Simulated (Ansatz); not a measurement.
# Energy of amorphous polyisobutylene oligomers (C22H46) from 460 to 640 K: r2SCAN+D3(BJ) single points on classical frames

The usual rule of thumb for a warm molecular material is that each atom gains 3/2 kB of potential energy per kelvin, as in a classical harmonic solid. We test it on short polyisobutylene chains, a model of the rubber used in seals and gas barriers, where the stored heat and its change with temperature matter for processing. Each member is one frame of a classical run, whose energy is then calculated with r2SCAN+D3(BJ) without relaxation. Energies are per atom and relative to the 460 K frame. The density falls as the temperature rises, so the line follows heating together with expansion. The question is how much of the harmonic rise survives in single frames of 136 atoms.

## Computational details

5 cells of 136 atoms, one sample each. First member: 2 polyisobutylene chains of 5 units placed at random, at 0.803 g/cm³; overlaps pushed apart, then 20 ps at 800 K with MMFF94 bonds, angles, torsions, charges and radii (Halgren, J. Comput. Chem. 17, 490 (1996)) in harmonic and 12-6 forms; charges of ions scaled by 0.8. Snapshot after 30 ps at 460 K and fixed volume. Last member: 2 polyisobutylene chains of 5 units placed at random, at 0.691 g/cm³; overlaps pushed apart, then 20 ps at 800 K with MMFF94 bonds, angles, torsions, charges and radii (Halgren, J. Comput. Chem. 17, 490 (1996)) in harmonic and 12-6 forms; charges of ions scaled by 0.8. Snapshot after 30 ps at 640 K and fixed volume. Each member is a single point on the cell as made. Ansatz 0.2.0: Kohn-Sham DFT with r2SCAN+D3(BJ), PAW potentials, plane waves to 500 eV, k-points Γ alone, fixed occupations, no spin polarisation, no spin-orbit coupling.

Notes on method and selection:

- The gap is read on the run's k-points alone; rows whose frontier levels are partly filled show none.
- Semilocal functionals tend to put gaps under measured ones.
- In disordered cells the gap varies from sample to sample, and tail or defect states can set it.
- Cells made by classical potentials are single samples, quenched or equilibrated over picoseconds; DFT didn't relax them, so energies and stress hold the mismatch between the potential and the functional.
- The pressure of one frame lacks the kinetic term and holds the strain of bonds inside molecules, whose lengths the classical model set.
- Series whose main quantity scatters more than it trends weren't written up, so this one is a smoother case than the typical.
- Runs that did not converge, have known faults or may not be shown are not listed, and runs on Ansatz's PAW sets soft_1 and soft_2 are kept to separate tables.

Columns:

- temperature (K): temperature of the classical run that gave the frame.
- density (g/cm³): mass density of the cell.
- harmonic rise (meV/atom): 3/2 kB times the temperature less the first member's: the rise of the mean potential energy of a classical harmonic system with all atoms free.
- pressure (GPa): pressure, a third of the trace of the stress, positive under compression, without a kinetic term.
- gap (eV): Kohn-Sham gap: lowest empty less highest filled level over the k-points of the run.
- r.m.s. force (eV/Å): r.m.s. of the Cartesian force components on all atoms.
- energy (meV/atom): free energy per atom less that of the first member.

Input lines of one member:

```
kpoints:
  mp_grid: { grid: [1, 1, 1] }
hamiltonian:
  xc: r2scan
  dispersion: d3bj
scf:
  occupations: { method: fixed }
```

Command (options for logging and memory left out): `ansatz run input.yaml --threads 8 --backend cpu`

## Table of results

| member | temperature (K) | density (g/cm³) | harmonic rise (meV/atom) | pressure (GPa) | gap (eV) | r.m.s. force (eV/Å) | energy (meV/atom) |
| --- | --- | --- | --- | --- | --- | --- | --- |
| 460 K | 460 | 0.8030 | 0.000 | 1.443 | 5.603 | 0.999 | 0.000 |
| 500 K | 500 | 0.7780 | 5.170 | 1.251 | 5.298 | 1.090 | ? |
| 540 K | 540 | 0.7530 | 10.341 | 0.592 | 5.612 | 0.996 | 2.178 |
| 580 K | 580 | 0.7280 | 15.511 | 1.269 | 5.582 | 1.267 | 27.629 |
| 640 K | 640 | 0.6910 | 23.267 | 1.700 | 5.644 | 1.206 | 28.913 |

Cells marked ? are withheld until the estimate has been made.

Least-squares fits to the members shown, with x = temperature (K); R² and errors in the fitted variable (y, or ln y where the fit is in ln y):

| y | members | fit | R² | rms residual | leave-one-out rms | the same for the mean of the others |
| --- | --- | --- | --- | --- | --- | --- |
| energy (meV/atom) | 4 | y = −86.44 + 0.1822 x | 0.77 | 6.6 | 11 | 18 |

## Reading the trend

The energy rises with temperature through the four members shown, but unevenly. From 460 to 640 K it gains 28.913 meV/atom, or 28.913 / 180 = 0.161 meV/atom per kelvin, against 23.267 / 180 = 0.129 for the harmonic rule. Between 460 and 540 K the gain is only 2.178 meV/atom where the rule gives 10.341; between 540 and 580 K it is 27.629 − 2.178 = 25.451, where the rule gives 5.170.

The overall rise has a plain cause: hotter atoms sit further from the minima of their bonds, angles and torsions. Expansion should add a little, because the chains lose part of their mutual attraction. If that attraction is roughly 15 meV/atom and follows the density, a 14 % drop in density costs about 0.14 × 15 = 2 meV/atom.

A single frame also fluctuates. For N free classical harmonic atoms the standard deviation of the potential energy per atom is kB T √(3/(2N)). With kB T = 47 meV at 540 K and N = 136 this is about 5 meV/atom, or 7 for the difference of two independent frames. The excess of 5.6 meV/atom over the rule across the whole range is therefore not significant. The step between 540 and 580 K exceeds the rule by 20 meV/atom, which is large even on this scale. The r.m.s. force rises there from 0.996 to 1.267 eV/Å, so the hotter frame holds more strained bonds and angles; differences in chain conformation may contribute.

The harmonic slope with one free offset, 2.4 meV/atom, leaves an rms residual of about 7.5 meV/atom, against 6.6 for the fitted line and 13.6 about the mean. The rule thus describes the general rise, but not individual frames. Since series with more scatter than trend were left out, this agreement is probably better than such small samples usually give.

## Predicting the missing value

Plain estimates from the members shown:

- 500 K, fit at x = 500: 4.660 meV/atom
- 500 K, straight-line interpolation between 460 K and 540 K: w = (500 − 460) / (540 − 460) = 0.500, so 0.000 + 0.500 × (2.178 − 0.000) = 1.089 meV/atom

The straight-line interpolation, 1.089 meV/atom, rests on two frames with almost equal, low forces. The 500 K frame has a larger r.m.s. force, 1.090 eV/Å, and that is information about this very frame which the temperature does not carry.

A spring of stiffness k that pulls with force F stores F²/(2k), so we take the energy as linear in the square of the r.m.s. force. The squares for the four members with known energy are 0.999² = 0.998, 0.996² = 0.992, 1.267² = 1.605 and 1.206² = 1.454 eV²/Å², with a mean of (0.998 + 0.992 + 1.605 + 1.454) / 4 = 1.262; their mean energy is (0.000 + 2.178 + 27.629 + 28.913) / 4 = 14.68 meV/atom. Least squares gives a slope of about 49 meV/atom per eV²/Å². For 500 K the square is 1.090² = 1.188, hence

14.68 + 49 × (1.188 − 1.262) = 11.1 meV/atom.

As a trial, the same fit without the 640 K member puts that member at about 21 meV/atom, against 28.913 calculated. Leaving out each member in turn gives an rms miss of about 6.8 meV/atom, compared with 11 for the line in temperature and 18 for the mean of the others. Four points are a thin basis, and soft torsions and packing store energy with little force, which this route misses. We take the leave-one-out miss as the standard deviation and expect 11 ± 7 meV/atom, above both plain estimates.

**Committed estimate, 500 K: energy = 11 ± 7 meV/atom.**

## The withheld result

| member | temperature (K) | density (g/cm³) | harmonic rise (meV/atom) | pressure (GPa) | gap (eV) | r.m.s. force (eV/Å) | energy (meV/atom) |
| --- | --- | --- | --- | --- | --- | --- | --- |
| 500 K | 500 | 0.7780 | 5.170 | 1.251 | 5.298 | 1.090 | 10.568 |

| member | estimate | energy (meV/atom) | computed | estimate − computed | miss in error bars |
| --- | --- | --- | --- | --- | --- |
| 500 K | committed | 11.000 | 10.568 | +0.432 | 0.1 |
| 500 K | fit | 4.660 | 10.568 | −5.908 |  |
| 500 K | interpolation | 1.089 | 10.568 | −9.479 |  |

The estimate of 11 ± 7 meV/atom lies 0.4 above the computed 10.568, well inside its error bar. It did better than the fitted line, which was 5.9 too low, and the interpolation, which was 9.5 too low. So close a hit is partly chance, since the same route missed the shown members by 6.8 meV/atom rms.

The argument that held is that a frame with larger forces stores more energy in strained bonds and angles. The interpolation failed because it took the low energy at 540 K as typical of its temperature. With all five members, the line in the squared r.m.s. force has a leave-one-out error of 5.7 meV/atom, against 8.3 for the line in temperature and 15 for the mean of the others.

The force doesn't fix the order completely: 580 K has a larger r.m.s. force than 640 K but a slightly lower energy. The result supports thermal strain as the main source of the rise, with the strain of the individual frame counting as well as its nominal temperature.

## Members off the line

Least-squares fits to the whole series, with x = temperature (K); R² and errors in the fitted variable (y, or ln y where the fit is in ln y):

| y | members | fit | R² | rms residual | leave-one-out rms | the same for the mean of the others |
| --- | --- | --- | --- | --- | --- | --- |
| energy (meV/atom) | 5 | y = −78.01 + 0.1689 x | 0.74 | 6.3 | 8.3 | 15 |

Largest departures from the fit to the whole series:

| member | energy (meV/atom) | fit | computed − fit | in rms residuals |
| --- | --- | --- | --- | --- |
| 540 K | 2.178 | 13.196 | −11.018 | 1.7 |
| 580 K | 27.629 | 19.952 | +7.677 | 1.2 |
| 500 K | 10.568 | 6.440 | +4.128 | 0.7 |
| 640 K | 28.913 | 30.086 | −1.173 | 0.2 |

The 540 K frame lies farthest from the line in temperature, 11.0 meV/atom below it. That is about twice the 5 meV/atom by which single harmonic frames of this size should fluctuate. Its r.m.s. force, 0.996 eV/Å, is the lowest of the five, although two frames come from cooler runs. The likeliest reason is a snapshot taken when the bonds and angles held less than their average potential energy.

The 580 K frame lies 7.7 meV/atom above the line, about one and a half times the expected fluctuation, and has the highest r.m.s. force, 1.267 eV/Å. Here the snapshot probably caught more strain than average. In the line against squared force the two departures become about +0.7 and −3.6 meV/atom: the force accounts for nearly all of the first and overcorrects the second, which supports this reading without proving it.

Each cell was also packed separately, so chain conformation and contacts may add to the differences. The departures at 500 and 640 K are within the expected fluctuation and call for no cause of their own.

## Conclusions

Between 460 and 640 K the energy rises by 0.17 ± 0.06 meV/atom per kelvin, which agrees with the harmonic 0.13. With (22 × 12 + 46 × 1) / 68 = 4.56 g per mole of atoms, and 1 meV per atom equal to 96.5 J per mole of atoms, this is 0.1689 × 96.5 / 4.56 = 3.6 J/(g K), with an error of about 1.2. It estimates the potential part of a classical heat capacity along a line of falling density, provided that bonds and angles are about as stiff in r2SCAN+D3(BJ) as in the classical model that made the frames.

Temperature alone places a new frame to about 8 meV/atom. The force does somewhat better but saves no work, because it comes from the same single point as the energy. Averaging helps more: with a fluctuation of 5 meV/atom, a mean good to 1 needs about 5² = 25 independent frames at each temperature.

Quantum motion of the nuclei is left out. Its zero-point energy, roughly 0.2 to 0.3 eV/atom, far exceeds the spread of the table but largely cancels between members. The stiff C–H stretches are also nearly frozen at these temperatures, so real polyisobutylene should take up clearly less heat than the classical slope implies once the kinetic part is added.

[Logs are printed without paths, hosts, clocks, repeated set-up lines and the standing remarks that a program may print on its own settings, such as how far it seeks lower states.]
